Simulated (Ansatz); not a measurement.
## Al: pressure and energy above lowest point against volume per atom

Equation of state of a cubic crystal from periodic Kohn-Sham density functional theory without spin; pressure corrected for the finite basis. The results are calculated, by Ansatz 0.2.0 development build.

Cell of the first row (space group Fm-3m, No. 225):
```
CELL_PARAMETERS angstrom
0.00000 1.96480 1.96480
1.96480 0.00000 1.96480
1.96480 1.96480 0.00000
ATOMIC_POSITIONS crystal
Al 0.00000 0.00000 0.00000
```

Settings of every row: formula Al; structure type fcc; functional r2SCAN; spin treatment none; k mesh 14x14x14; occupation method fermi-dirac; occupation width 0.1 eV; wave cutoff 500 eV; datasets soft-1 PAW; density cutoff ratio 4.

Limits: modest k-mesh, values are not fully converged in k.

| row | volume per atom (Å³) | pressure (GPa) | energy above lowest point (meV/atom) |
| --- | --- | --- | --- |
| 1 | 15.171 | 4.641 | 8.94 |
| 2 | 15.665 | 1.246 | 0 |
| 3 | 16.16 | -1.605 | 0.68 |
| 4 | 16.655 | -3.997 | 9.44 |
| 5 | 17.15 | ? | ? |

Question: what pressure and energy above lowest point should row 5 give?

Worked fit of pressure. Take u = (V_r/V)^(2/3) − 1 with V_r = 15.912 Å³ an atom, which is twice the finite (Eulerian) strain; such expansions in the strain, on which the Birch-Murnaghan equation of state is built, carry the rest volume and the bulk modulus. The shown rows have u = 0.0323, 0.01048, -0.01026, -0.02997. Least squares give pressure = −0.2391 + 137.718 × u + 412.87 × u² GPa; a straight line predicts inner rows, each left out in turn, worse (root mean square 0.25 against 0.008 GPa). The rows lie off it by 0.001, -0.004, 0.004, -0.001. The pressure vanishes at u = 0.0017, or V = 15.87 Å³ an atom, and there the bulk modulus at fixed shape and fractions is B = −V dP/dV = (2/3)(1 + u) dP/du = 92.9 GPa. The withheld row has u = -0.04872, so the fit gives −0.2391 + 137.718 × (-0.04872) + 412.87 × (-0.04872)² = -5.969 GPa.

The calculation gave -5.997 GPa. The fit lies 0.028 GPa (0.26 % of the column's range) above it; its largest miss of a shown row is 0.004 GPa. This row lies beyond the range of the fit.

Worked fit of energy above lowest point. Take u = (V_r/V)^(2/3) − 1 with V_r = 15.912 Å³ an atom, which is twice the finite (Eulerian) strain; such expansions in the strain, on which the Birch-Murnaghan equation of state is built, carry the rest volume and the bulk modulus. The shown rows have u = 0.0323, 0.01048, -0.01026, -0.02997. Least squares give energy above lowest point = −0.764 − 32.32 × u + 10293.8 × u² meV/atom; a straight line predicts inner rows, each left out in turn, worse (root mean square 6.3 against 0.063 meV/atom). The rows lie off it by 0.01, -0.03, 0.03, -0.01. Its lowest point lies at u = 0.0016, or V = 15.87 Å³ an atom, and the curvature there gives the bulk modulus at fixed shape and fractions, B = (4/9)(1 + u)² E″(u)/V = 92.6 GPa. The withheld row has u = -0.04872, so the fit gives −0.764 − 32.32 × (-0.04872) + 10293.8 × (-0.04872)² = 25.24 meV/atom.

The calculation gave 24.96 meV/atom. The fit lies 0.28 meV/atom (1.1 % of the value, 1.1 % of the column's range) above it; its largest miss of a shown row is 0.03 meV/atom. This row lies beyond the range of the fit.
